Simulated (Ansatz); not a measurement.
**From Ti(NH2)4 to TiF4: predicting a member**

Gas-phase molecules. On one Ti centre, n of the NH2 ligands are replaced by F. The HOMO–LUMO gap y in eV at wB97M-V/def2-TZVPP. Shapes: PBE0-D4/def2-TZVP. Flexible molecules stand in one conformer, not always the lowest. Programs: Ansatz 0.2.0.

| molecule | n | y (eV) |
| --- | --- | --- |
| Ti(NH2)4 | 0 | 10.47 |
| Ti(NH2)3F | 1 | ? |
| Ti(NH2)2F2 | 2 | 10.83 |
| Ti(NH2)F3 | 3 | 10.83 |
| TiF4 | 4 | 14.32 |

Fit y = c + s·n to the known rows and predict Ti(NH2)3F.


1. Means of the 4 rows: n = 2.25000, y = 11.613.
2. Σ(Δn)² = 8.75, Σ(Δn·Δy) = 6.9175, so the slope is 6.9175/8.75 = 0.79057.
3. Intercept: 11.613 − (0.79057) × 2.25000 = 9.834. The largest residual of the fit is 1.38.
4. Ti(NH2)3F: 9.834 + (0.79057) × 1 = 10.62 eV.

The run gave 10.72 eV, so the prediction is off by -0.10 eV, within the largest residual. The steps per swap are uneven (+0.25, +0.11, 0.00, +3.49), so a line is a poor model. Other levels give for Ti(NH2)3F: PBE0-D4/def2-TZVPP 6.23; r2SCAN0-D4/def2-TZVPP 6.51; wB97X-V/def2-TZVPP 10.93 eV. Orbital gaps aren't excitation energies, and the LUMO depends on the basis.

The gap responds to fluorination as a threshold rather than a gradual shift: it hardly changes while any amide remains, then jumps at TiF4. All five molecules are formally d0 Ti(IV), so the LUMO should be mainly Ti 3d and the HOMO a ligand lone pair. One remaining NH2 is enough to keep a nitrogen 2p level at the top of the occupied set; only when the last one goes does the HOMO become fluorine 2p, which lies much deeper because fluorine is more electronegative. The near-constant gap before that suggests that fluorination lowers the nitrogen lone pairs and the empty d levels by similar amounts.

The good prediction for Ti(NH2)3F is therefore largely fortuitous. TiF4 steepens the line, which runs too low at Ti(NH2)4 and too high at Ti(NH2)2F2, and the missing member happens to lie near the crossing. The much larger gaps from the range-separated functionals probably reflect their full long-range exact exchange. Orbital energies or compositions would be needed to confirm the proposed change in HOMO character.
